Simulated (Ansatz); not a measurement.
## CdH₂O₂: pressure against volume scale

All results are calculated (Ansatz 0.2.0). Free energy against uniform scaling of the volume at fixed shape and fractions; periodic cell, basis, potentials, k mesh and filling as listed.

The cell before it is scaled or strained (space group P-3m1, No. 164):
```
cell vectors (Å)
   3.5272     0.0000     0.0000
  -1.7636     3.0547     0.0000
   0.0000     0.0000     4.6584
atoms (fractions of the cell vectors)
Cd  0.00000  0.00000  0.00000
H   0.66667  0.33333  0.55096
H   0.33333  0.66667  0.44904
O   0.66667  0.33333  0.75937
O   0.33333  0.66667  0.24063
```

Settings of every row: functional PBEsol; dispersion none; potentials PAW; wave cutoff 450 eV; density cutoff 1800 eV; k mesh 6x6x4; k shift 0x0x0; occupations fixed; smearing width 0 eV; spin none.

Limits: the cell comes from a prototype or a list of computed structures and needn't be the stable phase.

| row | volume scale | V (Å³/atom) | pressure (GPa) | energy above lowest point (meV/atom) |
| --- | --- | --- | --- | --- |
| 1 | 0.9406 | 9.442 | 5.85 | 7.1 |
| 2 | 0.9703 | 9.74 | ? | ? |
| 3 | 1 | 10.038 | -1.66 | 0 |
| 4 | 1.0297 | 10.337 | -4.6 | 5.9 |
| 5 | 1.0594 | 10.635 | -7.11 | 16.8 |

Question: what pressure should row 2 give?

Worked fit of pressure. Take u = (V_r/V)^(2/3) − 1 with V_r = 10.188 Å³ an atom, which is twice the finite (Eulerian) strain; such expansions in the strain, on which the Birch-Murnaghan equation of state is built, carry the rest volume and the bulk modulus. The shown rows have u = 0.052, 0.00994, -0.00963, -0.02822. Least squares give pressure = −3.197 + 150.98 × u + 441.9 × u² GPa; a straight line predicts inner rows, each left out in turn, worse (root mean square 0.43 against 0.021 GPa). The rows lie off it by 0.00, -0.01, 0.01, 0.00. The pressure vanishes at u = 0.0200, or V = 9.89 Å³ an atom, and there the bulk modulus at fixed shape and fractions is B = −V dP/dV = (2/3)(1 + u) dP/du = 115 GPa. Letting shape and atoms relax would as a rule lower it, by much in layered, chain or molecular crystals. The withheld row has u = 0.03043, so the fit gives −3.197 + 150.98 × (0.03043) + 441.9 × (0.03043)² = 1.81 GPa.

The calculation gave 1.8 GPa. The fit lies 0.01 GPa (0.077 % of the column's range) above it, one unit of the last digit.

The other values of row 2: energy above lowest point 0 meV/atom.
